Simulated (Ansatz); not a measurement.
# Redistribution: CBr2F2 + C3H6 → CHBrF2 + C3H5Br

Gas-phase species: CBr2F2 (dibromodifluoromethane) `FC(F)(Br)Br`, singlet; C3H6 (propene) `C=CC`, singlet; CHBrF2 (bromodifluoromethane) `FC(F)Br`, singlet; C3H5Br (allyl bromide) `C=CCBr`, singlet. The partners trade Br for H; both sit on C, so the bond types are kept.

Shapes, held fixed at every level: PBE0-D4/def2-TZVP. Flexible molecules stand in one conformer, not always the lowest. Programs: Ansatz 0.2.0. The zero-point and thermal change to 298 K, harmonic and unscaled (PBE0-D4/def2-TZVP), is +5.0 kJ/mol.

**The experiment to reproduce.** Tabulated heats of formation (Active Thermochemical Tables, CRC Handbook of Chemistry and Physics): CBr2F2 -384.5 (ATcT); C3H6 +20.4 (ATcT); CHBrF2 -424.2 (ATcT); C3H5Br +45.2 (CRC) kJ/mol, which give ΔH(298 K) = -14.9 kJ/mol.

```
                level                    kind  ΔH (kJ/mol)  computed − measured
  BHLYP-D4/def2-TZVPP           global hybrid        -26.4                -11.5
   PBE0-D4/def2-TZVPP           global hybrid        -19.5                 -4.6
r2SCAN0-D4/def2-TZVPP           global hybrid        -19.9                 -5.0
   wB97X-V/def2-TZVPP  range-separated hybrid        -18.5                 -3.6
    B2PLYP/def2-TZVPP           double hybrid        -23.2                 -8.3
         MP2/def2-SVP     perturbation theory        -16.7                 -1.8
       MP2/def2-TZVPP     perturbation theory        -22.5                 -7.6
   CCSD(T)/def2-TZVPP   coupled cluster or CI        -24.4                 -9.5
```

Nearest: MP2/def2-SVP (-1.8); farthest: BHLYP-D4/def2-TZVPP (-11.5). 7 of 8 levels lie within 10 kJ/mol. The heats of C3H5Br (allyl bromide) come from older tables and can be uncertain by 10 kJ/mol or more. Relativity is left out for Br. Outer-core shells of Br are correlated, in sets that cover them unevenly.

Every level makes the exchange exothermic, and every one makes it more so than the tabulated heats do. The zero-point and thermal term opposes the reaction, so the driving force is electronic. It probably comes from relief at the dihalogenated carbon: CBr2F2 holds two bulky, mutually repelling bromines on a carbon already made electron-poor by fluorine, whereas in allyl bromide the C–Br bond sits on a less crowded, more electron-rich carbon. The geminal CF2 unit, with its strong anomeric stabilisation, survives on both sides and should largely cancel. Allylic stabilisation of the radical weakens both the C–H bond broken in propene and the C–Br bond formed, so it should also cancel in large part.

The close match of MP2 in the small basis looks fortuitous, since the larger basis moves it from -16.7 to -22.5 kJ/mol, away from the measured value and towards CCSD(T). The results therefore support the sign of the reaction enthalpy, but closeness to experiment here is no sound basis for ranking the methods.
